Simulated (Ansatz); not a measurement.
Ligand exchange: Sn(CH3)Cl3 + C2HCl3Si → SnCl4 + C3H4Cl2Si

Gas-phase species: Sn(CH3)Cl3 (methyltin trichloride), singlet; C2HCl3Si `C#C[Si](Cl)(Cl)Cl`, singlet; SnCl4 (tin tetrachloride) `[Cl][Sn]([Cl])([Cl])[Cl]`, singlet; C3H4Cl2Si `C#C[Si](C)(Cl)Cl`, singlet. The partners trade CH3 for Cl: Sn–CH3 and Si–Cl bonds give way to Sn–Cl and Si–CH3.

Shapes, held fixed at every level: PBE0-D4/def2-TZVP. Programs: Ansatz 0.2.0. Electronic energies: no zero-point or thermal term.

| level | kind | ΔE (kJ/mol) | less CCSD(T)/def2-TZVPP |
| --- | --- | --- | --- |
| HF/def2-SVP | Hartree–Fock | -4.1 | -15.0 |
| PBE-D4/def2-TZVPP | GGA | +7.7 | -3.2 |
| B3LYP-D4/def2-TZVPP | global hybrid | +5.7 | -5.2 |
| wB97X-V/def2-TZVPP | range-separated hybrid | +6.0 | -4.9 |
| MP2/def2-TZVPP | perturbation theory | +16.1 | +5.2 |
| CCSD/def2-SVP | coupled cluster or CI | -0.7 | -11.6 |
| CCSD/def2-TZVPP | coupled cluster or CI | +9.9 | -1.0 |
| CCSD(T)/def2-TZVPP | coupled cluster or CI | +10.9 | 0.0 |

The highest level, CCSD(T)/def2-TZVPP, gives ΔE = +10.9 kJ/mol; the levels span -4.1 to +16.1. They disagree on the sign: 6 of 8 are positive. The column of differences is taken from that level and isn't an error. No measured value is set beside it here. For atoms past krypton def2 sets carry core potentials with scalar relativity. Outer-core shells of Sn are correlated, in sets that cover them unevenly.

At the triple-zeta levels the exchange is mildly uphill, so methyl on tin and chlorine on silicon is the preferred arrangement. The balance is small because each side keeps the same number of metal–carbon and metal–chlorine bonds, leaving only a difference between two substituent preferences. The direction probably reflects strong, polar Si–Cl bonding, helped by chlorine lone-pair donation into σ* orbitals at the compact silicon centre, together with the loss of the electron-releasing methyl group from an already electron-poor tin(IV).

The split in sign follows the basis set rather than the treatment of correlation: both negative values come from def2-SVP, and CCSD moves from -0.7 to +9.9 kJ/mol on going to def2-TZVPP. Triples then change little, while MP2 overshoots. Since the basis shift is comparable to the reaction energy itself, the positive sign is better supported than its magnitude, which may still move in a larger set. Nothing here shows whether methyl would be the group exchanged in practice, as the competing transfer of the alkynyl group was not computed.
